**Sensitivity of 3d5/2, 4s1/2 and total energies of +1 ions to the fine-structure constant**

The table holds orbital energies and their slopes $q=d\varepsilon/dx$, $x=(\alpha/\alpha_0)^2-1$, for 17 ions from Sc+ to Bi+, from configuration-averaged Dirac–Coulomb Hartree–Fock with a Fermi nucleus and no Breit or QED terms. The program fits $q(4s)=-A(Z\alpha)^2(Z-\sigma)^2/\gamma$ to the rows from Zr+ on, which gives 4.1% rms against 5.1% for a power law and overshoots the lighter rows by 11 to 68%. It estimates the spin–orbit share of $q$(3d5/2) as 21, 33 and 56% for Kr+, Cs+ and Ta+, and finds that about half of the near-nucleus 4s term survives in these ions. The difference $q(3d)-q(4s)$ is smoother than either column, and the row-to-row exponents of the two columns are anticorrelated (−0.56), while the correlation of their residuals depends on the curves chosen. The virial form $-(T+E)/2$ matches $q$ of the total energy within 0.4% in five ions, and a nuclear-size term closes most of the gap in the three where it was evaluated.

Singly charged ions, computed with B-spline radial code 1: Dirac-Coulomb Hartree-Fock for a spherical atom at the basis-set limit, averaged over the nl configuration, Fermi nucleus (skin thickness 2.3 fm), no Breit or QED terms. The slopes q = dε/dx (dE/dx for the total energy E), with x = (α/α0)² − 1, come from runs with the speed of light scaled by 0.98 and 1.02.

## Script

```python
# Table: eigenvalues eps(3d5/2), eps(4s1/2) and q = d eps/dx, x = (alpha/alpha0)^2 - 1, of +1 ions (eV);
# B-spline radial code, Dirac-Coulomb Hartree-Fock, nl average, Fermi nucleus, no Breit/QED.
# Tested: q(4s) = -A (Za)^2 (Z-sigma)^2/gamma, spin-orbit share of q(3d5/2), common kinks, virial form of q(total).
T = {
    'ion': ['Sc+', 'Mn+', 'Ge+', 'Kr+', 'Zr+', 'Ru+', 'Ag+', 'Sb+', 'Cs+', 'Ce+', 'Sm+', 'Tb+', 'Tm+', 'Ta+', 'Os+', 'Hg+', 'Bi+'],
    'Z': [21, 25, 32, 36, 40, 44, 47, 51, 55, 58, 62, 65, 69, 73, 76, 80, 83],
    'N': [20, 24, 31, 35, 39, 43, 46, 50, 54, 57, 61, 64, 68, 72, 75, 79, 82],
    'configuration': ['[Ar] 3d1 4s1', '[Ar] 3d5 4s1', '[Ar] 3d10 4s2 4p1', '[Ar] 3d10 4s2 4p5', '[Kr] 4d2 5s1', '[Kr] 4d7', '[Kr] 4d10', '[Kr] 4d10 5s2 5p2', '[Kr] 4d10 5s2 5p6', '[Xe] 4f1 5d2', '[Xe] 4f6 6s1', '[Xe] 4f9 6s1', '[Xe] 4f13 6s1', '[Xe] 4f14 5d3 6s1', '[Xe] 4f14 5d6 6s1', '[Xe] 4f14 5d10 6s1', '[Xe] 4f14 5d10 6s2 6p2'],
    'e_3d52': [-16.0669, -22.9682, -52.3868, -113.373, -206.791, -310.191, -399.444, -562.656, -755.8, -918.451, -1116.56, -1278.73, -1508.3, -1783.82, -2015.96, -2349.55, -2635.6],  # eV
    'e_4s12': [-12.1304, -14.4821, -23.387, -42.7009, -74.8307, -101.232, -124.33, -185.111, -258.857, -321.653, -377.981, -426.698, -496.217, -601.609, -698.623, -842.776, -980.556],  # eV
    'q_3d52': [0.1982, 0.3271, 1.235, 2.666, 4.416, 6.072, 7.887, 12.48, 17.83, 21.03, 24.43, 27.96, 33.3, 42.79, 51.31, 64.13, 77.88],  # eV
    'q_4s12': [-0.06668, -0.1545, -0.437, -1.08, -2.62, -5.504, -8.272, -12.36, -19.19, -27.49, -41.71, -54.83, -76.87, -103.4, -129.2, -173.3, -212.5],  # eV
    'q_total': [-100.3, -212.9, -618.9, -1037, -1650, -2517, -3377, -4879, -6882, -8783, -11950, -14910, -19770, -25950, -31630, -40880, -49340],  # eV
}
import numpy as np
from scipy.constants import alpha, physical_constants as pc
H = pc['Hartree energy in eV'][0]; fm = 1e-15/pc['Bohr radius'][0]
ion = T['ion']
Z, e3, e4, q3, q4, qt = (np.array(T[k], float) for k in ('Z', 'e_3d52', 'e_4s12', 'q_3d52', 'q_4s12', 'q_total'))
xp, xm = 0.98**-2 - 1, 1.02**-2 - 1
def dirac(z, n, k, x):
    a = alpha**2*(1 + x)
    return H*((1 + z*z*a/(n - k + np.sqrt(k*k - z*z*a))**2)**-0.5 - 1)/a
qD = lambda z, n, k: (dirac(z, n, k, xp) - dirac(z, n, k, xm))/(xp - xm)
za2 = (Z*alpha)**2; g = np.sqrt(1 - za2); c = Z >= 40  # fit rows: 4s4p full, 4s is core
n3 = np.array([9, 13] + [18]*15); sp4 = np.array([1, 1, 3, 7] + [8]*13)  # electrons in n=3 and in 4s4p
sig = 10 + 0.85*n3 + 0.35*(sp4 - 1)  # Slater's rules for 4s
def scale(f):
    A = np.exp(np.mean(np.log(-q4/f)[c])); return A, np.std(np.log(-q4/f)[c])*100
print(f"x(0.98c)={xp:.5f}, x(1.02c)={xm:.5f}; rounding of q <0.05%, of local exponents ~0.02; 1/gamma {1/g[0]:.3f}..{1/g[-1]:.3f}")
for name, gg, ds in (("no 1/gamma, offset free", 1, np.arange(-8, 3, .02)), ("1/gamma, pure Slater", g, [0.]), ("1/gamma, offset free", g, np.arange(-8, 3, .02))):
    d = min(ds, key=lambda d: scale(za2*(Z - sig - d)**2/gg)[1]); A, s = scale(za2*(Z - sig - d)**2/gg)
    print(f"q4s model [{name}], Zr+ on: offset {d:.2f}, A={A:.4f} eV (H/128={H/128:.4f}), rms {s:.1f}%")
m4 = -A*za2*(Z - sig - d)**2/g
L = np.log(Z); pw = lambda y: np.polyfit(L[c], np.log(abs(y[c])), 1)
D = q3 - q4
for name, y in (("q4s", q4), ("q3d", q3), ("q3d-q4s", D), ("qtot", qt), ("bare 1s pair", 2*qD(Z, 1, 1))):
    p = pw(y); print(f"power law {name}, Zr+ on: Z^{p[0]:.2f}, rms {100*np.std(np.log(abs(y[c])) - np.polyval(p, L[c])):.1f}%")
A2, s2 = scale(abs(e4)*za2/g); print(f"alt q4s = -R|eps|(Za)^2/gamma: R={A2:.3f}, rms {s2:.1f}%")
loc = lambda y: np.r_[np.nan, np.diff(np.log(abs(y)))/np.diff(L)]
p3, p4, pD = loc(q3), loc(q4), loc(D)
s3 = np.r_[np.nan, np.diff(q3)/np.diff(Z)]; se = np.r_[np.nan, np.diff(-e4)/np.diff(Z)]
print("ion q4/|e|% R model-err% tab-mod(eV) d|e4|/dZ q3/|e|% dq3/dZ p3 p4 pDiff qtot/q(1s2) [slopes eV/Z, from row above]")
for i, s in enumerate(ion):
    print(f"{s:4s}{100*q4[i]/-e4[i]:7.2f}{q4[i]*g[i]/(e4[i]*za2[i]):6.3f}{100*(m4[i]/q4[i]-1):6.1f}{q4[i]-m4[i]:7.2f}{se[i]:6.1f}"
          f"{100*q3[i]/-e3[i]:6.2f}{s3[i]:6.2f}{p3[i]:6.2f}{p4[i]:6.2f}{pD[i]:6.2f}{qt[i]/(2*qD(Z[i],1,1)):6.2f}")
err = abs(m4/q4 - 1); print("worst q4s row: fitted", ion[int(np.argmax(err*c))], ", left out", ion[int(np.argmax(err*~c))])
k = Z > 40
print(f"local exponents above Zr+, std: 3d {p3[k].std():.2f}, 4s {p4[k].std():.2f}, diff {pD[k].std():.2f}; corr(p3,p4) {np.corrcoef(p3[k],p4[k])[0,1]:.2f}")
r3 = (q3 - np.exp(np.polyval(pw(q3), L)))[c]; r4 = (q4 - m4)[c]
print("q3d minus power law (eV), Zr+ on:", " ".join(f"{v:.1f}" for v in r3))
print(f"residuals 3d vs 4s: corr {np.corrcoef(r3,r4)[0,1]:.2f}, same sign in {int(np.sum(r3*r4>0))} of {int(c.sum())}")
print(f"bare Dirac q(3d5/2): Z=36 {qD(36.,3,3):.2f} eV, Z=83 {qD(83.,3,3):.1f} eV; |q4s|>q3d from {ion[int(np.argmax(-q4>q3))]}")
# further outputs of the same runs: eps 3d3/2, 3d5/2, 4s (hartree); density at nucleus 1s, 4s, total; rms radius (fm)
O = {'Kr+': (-4.215214, -4.162322, -1.570869, 21825.58, 40.14061, 49136.48, 4.1884),
     'Cs+': (-28.30446, -27.74809, -9.542011, 126389.5, 670.3388, 292907.5, 4.8041),
     'Ta+': (-67.78694, -65.48911, -22.26668, 538693.2, 4158.648, 1288780, 5.3507)}
print("ion (listed-table)/x+ for 3d,4s | split at x=0, 2/5 split, share%, j-avg q, est q(3d3/2) | near-nucleus 4s term, q4s/it (eV)")
for s, (a, b, f, r1, rs, rt, R) in O.items():
    i = ion.index(s); u, v = (b*H - e3[i])/xp, (f*H - e4[i])/xp; sp = (b - a)*H/(1 + xp)
    dr = -za2[i]/(2*g[i])*Z[i]**2*rs/r1*H
    assert abs(u/q3[i] - 1) < 0.02 and abs(v/q4[i] - 1) < 0.02  # listed orbitals are the 0.98c runs
    print(f"{s} {u:.2f} {v:.2f} | {sp:.2f} {.4*sp:.2f} {40*sp/q3[i]:.0f} {q3[i]-.4*sp:.2f} {q3[i]-sp:.2f} | {dr:.2f} {q4[i]/dr:.2f}")
# further outputs (hartree): kinetic, total, total at 0.98c and 1.02c, electron repulsion at 0.98c and 1.02c
V = {'Sc+': (770.5427, -763.1758, -763.3278, -763.0328, 276.5968, 276.5054),
     'Kr+': (2864.527, -2788.374, -2789.948, -2786.897, 1073.51, 1072.719),
     'Cs+': (8291.839, -7786.646, -7797.111, -7776.861, 2850.727, 2846.007),
     'Ta+': (17518.95, -15616.34, -15655.93, -15579.57, 5805.554, 5791.305),
     'Bi+': (25178.92, -21565.4, -21640.88, -21495.71, 7897.641, 7871.172)}
print("ion -(T+E)/2, dev from table %, q(x=0), gap, floor, nuclear-size term, dVee/dx (eV)")
for s, (K, E, Ep, Em, Wp, Wm) in V.items():
    i = ion.index(s); vir = -(K + E)/2*H
    q0 = ((Ep - E)/xp*(-xm) + (Em - E)/xm*xp)/(xp - xm)*H; fl = 10**(np.floor(np.log10(-E)) - 6)/(xp - xm)*H
    F = -2*np.pi/3*Z[i]*O[s][5]*(O[s][6]*fm)**2*H if s in O else np.nan
    assert abs(vir/qt[i] - 1) < 0.005
    print(f"{s} {vir:.1f} {100*(vir/qt[i]-1):.2f} {q0:.1f} {q0-vir:.2f} {fl:.2f} {F:.2f} {(Wp-Wm)/(xp-xm)*H:.0f}")
assert np.all(q4 < 0) and np.all(q3 > 0) and 4 < pw(qt)[0] < 5
assert pD[k].std() < min(p3[k].std(), p4[k].std())
```

Printed output:

```
x(0.98c)=0.04123, x(1.02c)=-0.03883; rounding of q <0.05%, of local exponents ~0.02; 1/gamma 1.012..1.257
q4s model [no 1/gamma, offset free], Zr+ on: offset -1.00, A=0.1682 eV (H/128=0.2126), rms 6.1%
q4s model [1/gamma, pure Slater], Zr+ on: offset 0.00, A=0.1596 eV (H/128=0.2126), rms 9.4%
q4s model [1/gamma, offset free], Zr+ on: offset -2.58, A=0.1338 eV (H/128=0.2126), rms 4.1%
power law q4s, Zr+ on: Z^5.91, rms 5.1%
power law q3d, Zr+ on: Z^3.83, rms 7.3%
power law q3d-q4s, Zr+ on: Z^5.04, rms 1.9%
power law qtot, Zr+ on: Z^4.65, rms 2.1%
power law bare 1s pair, Zr+ on: Z^4.48, rms 2.6%
alt q4s = -R|eps|(Za)^2/gamma: R=0.476, rms 8.8%
ion q4/|e|% R model-err% tab-mod(eV) d|e4|/dZ q3/|e|% dq3/dZ p3 p4 pDiff qtot/q(1s2) [slopes eV/Z, from row above]
Sc+   -0.55 0.231  67.7   0.05   nan  1.23   nan   nan   nan   nan  1.39
Mn+   -1.07 0.315  25.0   0.04   0.6  1.42  0.03  2.87  4.82  3.43  1.45
Ge+   -1.87 0.333  26.4   0.12   1.3  2.36  0.13  5.38  4.21  5.04  1.54
Kr+   -2.53 0.354  10.8   0.12   4.8  2.35  0.36  6.53  7.68  6.85  1.59
Zr+   -3.50 0.393   0.1   0.00   8.0  2.14  0.44  4.79  8.41  5.98  1.63
Ru+   -5.44 0.499  -6.1  -0.34   6.6  1.96  0.41  3.34  7.79  5.22  1.66
Ag+   -6.65 0.531  -3.4  -0.28   7.7  1.97  0.60  3.97  6.18  5.06  1.69
Sb+   -6.68 0.447   7.8   0.97  15.2  2.22  1.15  5.62  4.92  5.26  1.72
Cs+   -7.41 0.422   9.2   1.76  18.4  2.36  1.34  4.72  5.83  5.28  1.74
Ce+   -8.55 0.432   3.8   1.03  20.9  2.29  1.07  3.11  6.77  5.09  1.76
Sm+  -11.03 0.481  -0.1  -0.04  14.1  2.19  0.85  2.25  6.25  4.65  1.78
Tb+  -12.85 0.503  -1.0  -0.56  16.2  2.19  1.18  2.86  5.79  4.75  1.79
Tm+  -15.49 0.528  -1.8  -1.42  17.4  2.21  1.33  2.93  5.66  4.78  1.81
Ta+  -17.19 0.513  -0.7  -0.72  26.3  2.40  2.37  4.45  5.26  5.02  1.82
Os+  -18.49 0.500  -1.1  -1.37  32.3  2.55  2.84  4.51  5.53  5.24  1.83
Hg+  -20.56 0.490  -2.5  -4.39  36.0  2.73  3.20  4.35  5.73  5.34  1.83
Bi+  -21.67 0.470  -2.9  -6.13  45.9  2.95  4.58  5.28  5.54  5.47  1.84
worst q4s row: fitted Cs+ , left out Sc+
local exponents above Zr+, std: 3d 1.00, 4s 0.72, diff 0.25; corr(p3,p4) -0.56
q3d minus power law (eV), Zr+ on: -0.1 -0.5 -0.5 1.0 2.5 2.2 0.1 -1.1 -3.3 -2.6 -1.6 -0.3 3.7
residuals 3d vs 4s: corr -0.09, same sign in 10 of 13
bare Dirac q(3d5/2): Z=36 -3.78 eV, Z=83 -110.6 eV; |q4s|>q3d from Ag+
ion (listed-table)/x+ for 3d,4s | split at x=0, 2/5 split, share%, j-avg q, est q(3d3/2) | near-nucleus 4s term, q4s/it (eV)
Kr+ 2.68 -1.08 | 1.38 0.55 21 2.11 1.28 | -2.32 0.47
Cs+ 17.85 -19.26 | 14.54 5.82 33 12.01 3.29 | -38.39 0.50
Ta+ 42.94 -104.24 | 60.05 24.02 56 18.77 -17.26 | -187.68 0.55
ion -(T+E)/2, dev from table %, q(x=0), gap, floor, nuclear-size term, dVee/dx (eV)
Sc+ -100.2 -0.07 -100.3 -0.03 0.03 nan 31
Kr+ -1036.1 -0.09 -1036.8 -0.72 0.34 -0.63 269
Cs+ -6873.5 -0.12 -6880.9 -7.39 0.34 -7.57 1604
Ta+ -25886.3 -0.25 -25941.7 -55.36 3.40 -54.82 4843
Bi+ -49164.4 -0.36 -49309.7 -145.23 3.40 nan 8996
```
